**How far does 40 GPa compress tantalum?**

A block of tantalum under moderate pressure obeys a simple rule: the fractional loss of volume is the pressure divided by the bulk modulus, its stiffness against squeezing. The rule fails when the squeezing itself changes the stiffness. The PBE calculations below follow a perfect bcc crystal from slight tension to 20 GPa, and the question is what it does when that last pressure is doubled.

Bcc tantalum at zero temperature, computed with Ansatz 0.2.0 (PBE, plane-wave PAW, scalar-relativistic, no spin polarisation; 420 eV cutoff, 18×18×18 k mesh, 0.1 eV Gaussian smearing). The cell was relaxed at each pressure with its symmetry kept. Changes are relative to the zero-pressure cell, with a = 3.319 Å and 18.28 Å³ per atom.

| pressure (GPa) | volume change (%) | enthalpy change (eV/atom) | a change (%) |
| --- | --- | --- | --- |
| -2 | 1.06 | -0.229 | 0.35 |
| 0 | 0.00 | 0.000 | 0.00 |
| 2 | -1.00 | 0.227 | -0.33 |
| 5 | -2.48 | 0.563 | -0.83 |
| 10 | -4.64 | 1.113 | -1.57 |
| 20 | -8.37 | 2.179 | -2.87 |
| 40 | ? | ? | ? |

**Why the crystal stiffens**

The rows at −2 and 2 GPa give a bulk modulus of about 194 GPa, so each of the first few GPa should cost about half a per cent of volume, as it does. Between 10 and 20 GPa the average stiffness is already 251 GPa. The rise looks uneven at first, as the steps from 0 to 2 and from 2 to 5 GPa show the same stiffness. This comes from the relaxations, which stopped up to 0.06 GPa away from the listed pressures, enough to matter over such short steps. With the pressures actually reached, the stiffness rises at every step.

The cause given here comes from the general theory of metals; the table doesn't test it. At zero pressure the attraction that binds the atoms is balanced by the repulsion between overlapping electron shells and by the outward push of confined electrons, whose kinetic energy rises when they are squeezed. When the atoms are pushed together, the repulsive side outgrows the attractive side, and it does so ever more steeply. Each further bit of compression therefore needs more pressure than the one before.

**A model with one constant**

A simple way to build this in is to let the elastic energy $E$ grow with the square of a strain $f$ that measures the shrinkage of lengths:

$$E=\tfrac{9}{2}BV_0f^2,\qquad V=V_0(1+2f)^{-3/2}$$

Here $V$ is the volume per atom, $V_0$ its value at zero pressure and $B$ the bulk modulus there. The pressure $P$ is the rate at which $E$ rises as the volume falls:

$$P=-\frac{dE}{dV}=3Bf(1+2f)^{5/2}$$

This is the second-order Birch equation. For small $f$ it returns the simple rule; for larger $f$ the bracket supplies the stiffening, and the bulk modulus starts to rise by 4 GPa per GPa of pressure. A least-squares fit of the pressures in the six known rows gives $B=191.8$ GPa.

The slope of 4 is built into this equation, so it needs a separate test. The Murnaghan equation, in which the bulk modulus rises linearly with pressure, leaves the slope free. Fitted to the logarithm of the volume in the same six rows, it gives a slope of about 4. The slope and the bulk modulus partly trade against each other in this fit, so further decimals would mean little.

**The forecast for 40 GPa**

With $f=0.0538$ the pressure formula gives $3\times191.8\times0.0538\times1.1076^{5/2}\approx40$ GPa. The volume ratio is then $1.1076^{-3/2}=0.858$, a loss of 14.2 %. This row took no part in the fit.

The Murnaghan equation would give a loss of 14.1 %. It keeps the slope constant, whereas in real solids the slope usually falls under compression, so the Birch value is the better forecast. A slope of 3.5 instead of 4 would raise the loss to 14.4 %. Together these shifts suggest a range of 0.3 percentage points either way.

The enthalpy change is the elastic energy plus $PV$. With 18.28 Å³ an atom at zero pressure, and 160.2 GPa equal to 1 eV/Å³, the second part is $40\times0.858\times18.28/160.2=3.92$ eV. The elastic part adds only 0.29 eV. The forecasts are:

- volume change: −14.2 ± 0.3 %
- a change: −5.0 ± 0.1 %
- enthalpy change: 4.20 ± 0.01 eV/atom
- a straight line through the rows at 10 and 20 GPa, which gives −15.8 %, will overstate the compression
- the internal energy will rise about three times as much as at 20 GPa, yet stay far below the $PV$ term

The withheld rows as computed:

| pressure (GPa) | volume change (%) | enthalpy change (eV/atom) | a change (%) |
| --- | --- | --- | --- |
| 40 | -14.20 | 4.201 | -4.98 |

**What the result shows**

All five forecasts hold. The volume forecast is off by only 0.02 percentage points, which is about the uncertainty that the relaxations themselves leave. The crystal went on stiffening as the model assumes: the average stiffness between 20 and 40 GPa is 304 GPa, against 303 GPa from the computed row at 20 GPa to the forecast at 40 GPa. The length and the enthalpy are no separate successes, since in a cubic crystal both follow from the volume curve.

The straight line overstates the loss by 1.6 percentage points, as it keeps the average slope between 10 and 20 GPa, while the crystal is already stiffer than that at 20 GPa and goes on stiffening. The Murnaghan equation errs by 0.09 points towards too stiff a crystal, the expected direction. That is too little, in a single row, to decide between the two equations.

The internal energy rises by 0.285 eV at 40 GPa, against 0.088 eV at 20 GPa. With constant stiffness, doubling a small pressure would double the strain and quadruple the energy. Stiffening holds the strain back, and the factor is close to three.

**In practice**

For volumes of bcc tantalum in this pressure range, use an equation of state with a slope near 4 rather than a straight line. In the Birch equation the volume ratio depends only on $P/B$, so a metal with a similar slope but twice the bulk modulus would need twice the pressure for the same fractional loss. The large enthalpy is no sign of weakened bonds, as most of it is $PV$. Whether bcc remains the preferred structure is a separate question, which needs the enthalpies of other structures at the same pressure. A distortion of the cell could not show up here either, as the symmetry was kept fixed.
